The simplest way to repair an LDA band structure is to leave the filled levels alone and lift all empty ones by the same amount. This rigid "scissors" shift gets the main effect in SiC₃ right: G₀W₀ raises the listed empty levels by 1.12 eV on average, measured from the valence top. The rise is not the same for every level, however. It tends to grow with energy, while filled levels mostly sink further the deeper they lie (the deepest one listed is an exception), so the bands are stretched as well as moved apart.

One-shot G0W0 on LDA for SiC3 (ordered diamond-lattice alloy, R3m, 4 atoms per cell, relaxed with r2SCAN), run in Ansatz 0.2.0 with PAW, a 420 eV cutoff, a 6×6×6 k mesh, 121 empty bands and a 140 eV screening cutoff. Kohn–Sham and quasiparticle levels are each measured from their own valence top. v1 is the top filled band, c1 the lowest empty one; the first k component is 0 throughout.

| band | b (fraction of the reciprocal vector) | c (fraction of the reciprocal vector) | kohn sham level (eV) | quasiparticle level (eV) | exchange less vxc (eV) | correlation (eV) |
| --- | --- | --- | --- | --- | --- | --- |
| v2 | 0 | 0 | 0.000 | 0.000 | -2.136 | 1.813 |
| v1 | 0 | 0 | 0.000 | 0.000 | -2.136 | 1.813 |
| c1 | 0 | 0 | 3.985 | 4.982 | 5.959 | -5.285 |
| c2 | 0 | 0 | 4.624 | 6.002 | 6.430 | -5.375 |
| v2 | 0 | 0.1667 | -1.418 | -1.522 | -2.536 | 2.109 |
| v1 | 0 | 0.1667 | -0.835 | -0.909 | -2.474 | 2.078 |
| c1 | 0 | 0.1667 | 4.076 | 5.289 | 6.139 | -5.249 |
| c2 | 0 | 0.1667 | 4.896 | 6.030 | 6.012 | -5.201 |
| v2 | 0 | 0.3333 | -3.177 | -3.400 | -3.206 | 2.660 |
| v1 | 0 | 0.3333 | -1.991 | -2.167 | -2.999 | 2.500 |
| c1 | 0 | 0.3333 | 3.412 | 4.488 | 5.726 | -4.972 |
| c2 | 0 | 0.3333 | 4.383 | 5.490 | 5.876 | -5.092 |
| v2 | 0 | -0.5000 | -4.957 | -5.165 | -3.523 | 2.992 |
| v1 | 0 | -0.5000 | -2.443 | -2.656 | -3.199 | 2.663 |
| c1 | 0 | -0.5000 | 3.170 | 4.210 | 5.588 | -4.870 |
| c2 | 0 | -0.5000 | 4.040 | 5.114 | 5.815 | -5.064 |
| v2 | 0.1667 | 0.1667 | -1.365 | -1.444 | -2.439 | 2.037 |
| v1 | 0.1667 | 0.1667 | -0.529 | -0.574 | -2.338 | 1.970 |
| c1 | 0.1667 | 0.1667 | 3.917 | 5.039 | 5.941 | -5.142 |
| c2 | 0.1667 | 0.1667 | 5.231 | 6.496 | 6.382 | -5.440 |
| v2 | 0.3333 | 0.3333 | -2.149 | -2.289 | -2.776 | 2.313 |
| v1 | 0.3333 | 0.3333 | -1.313 | -1.425 | -2.674 | 2.239 |
| c1 | 0.3333 | 0.3333 | 2.582 | 3.566 | 5.356 | -4.695 |
| c2 | 0.3333 | 0.3333 | 4.120 | 5.179 | 5.830 | -5.094 |

**Why there is a jump.** LDA gives filled and empty states the same local potential. True exchange acts between an electron and the filled orbitals, so it binds a filled state strongly and an empty one weakly. The column "exchange less vxc" shows what happens when the LDA potential is replaced by bare exchange: the empty levels end up 8.1 eV higher, on average, relative to the valence top. The column "correlation", which holds the response of the other electrons, takes most of this back.

**How much survives.** Electrons in a solid screen one another, and over long distances this weakens exchange by the dielectric constant $\varepsilon$. The same calculation gives $\varepsilon \approx 6.9$ as an average over directions. If LDA already describes the rest well, about one seventh of the exchange opening should remain as a correction:

$$\frac{8.06\ \text{eV}}{6.95} \approx 1.16\ \text{eV}.$$

This is close to the mean rise, though the agreement supports the picture rather than proving it. By the same argument, a similar crystal that screens more strongly should keep a smaller part of its exchange opening.

**Why there is a stretch.** In a uniform electron gas, states of higher energy oscillate faster in space and gain less from exchange with the filled orbitals. A similar trend is expected in a crystal, though not for every pair of levels. Among the empty levels, the exchange term climbs by 0.36 eV for each eV of LDA energy and correlation removes 0.26 eV of that, which leaves about 0.1 eV. Dividing the exchange slope by $\varepsilon$ would leave only 0.05 eV. One fixed dielectric constant thus matches the mean rise of the listed levels but yields only half of the stretch.

**The rule.** Let $E_{\rm KS}$ be the "kohn sham level" and $E_{\rm QP}$ the "quasiparticle level", both measured from their own valence top. Then

$$E_{\rm QP}\approx 1.06\,E_{\rm KS}\quad\text{(filled)},$$

$$E_{\rm QP}\approx 1.1\,E_{\rm KS}+0.7\ \text{eV}\quad\text{(empty)}.$$

The constants are rounded from a least-squares fit to all 24 rows, with a shift proportional to energy for filled levels and a straight line for empty ones. The 0.7 eV is not the gap correction; it has a use only together with the factor 1.1. Since each set of levels has its own zero, the rule gives energy differences and not absolute positions, which an ionisation energy or a band offset would need.

**Worked on two rows.** Take v1 and c1 at $b=0$, $c=0.3333$, both of which were part of the fit:

$$\text{v1: } 1.06\times(-1.991)=-2.11\ \text{eV},$$

$$\text{c1: } 1.1\times 3.412+0.7=4.45\ \text{eV}.$$

G₀W₀ gives −2.17 and 4.49 eV. The two errors add up in the vertical gap, which the rule puts about 0.1 eV too low.

**How good it is.** Over the table, the root-mean-square error against G₀W₀ is 0.08 eV for empty levels and 0.04 eV for filled levels below the top. A rigid shift by the mean rise gives 0.11 eV for the empty levels, so the stretch is only a modest gain inside the fitted range. It matters more at the band edge. The lowest c1 in the table is not the bottom of the conduction band; on the k mesh that lies at (0, −0.5, −0.5), about 1 eV lower in LDA, and took no part in the fit.

For this edge the LDA gap is 1.54 eV, and the rule turns it into 2.39 eV. G₀W₀ gives 2.43 eV, while the rigid shift overshoots by 0.23 eV. This is one successful test outside the fitted range, not a licence to go much further. The G₀W₀ gap itself probably lies some 0.2 eV below its basis limit, so the rule reproduces this calculation more closely than the calculation is converged.

**Where it fails.** At Γ ($b=c=0$), c1 rises by 1.00 eV and c2 by 1.38 eV, far too large a difference for their small separation in energy. The columns place the extra rise of c2 in the exchange term. In LDA, c1 stands alone at this point while c2 is one of a degenerate pair, so the two orbitals differ in symmetry and need not follow one line in energy. How that difference raises the exchange term is not tested here.

In practice, use the rule for gaps and level spacings in this crystal, with levels between about −5 and +5 eV, and allow an error of 0.1 eV for a typical level and 0.2 eV for a bad one. Do not use it to decide which of two empty levels lies lower when they are only a few tenths of an eV apart. For another crystal, fix the constants anew from several G₀W₀ levels spread widely in energy, because a pair like c1 and c2 at Γ would give a badly wrong slope.
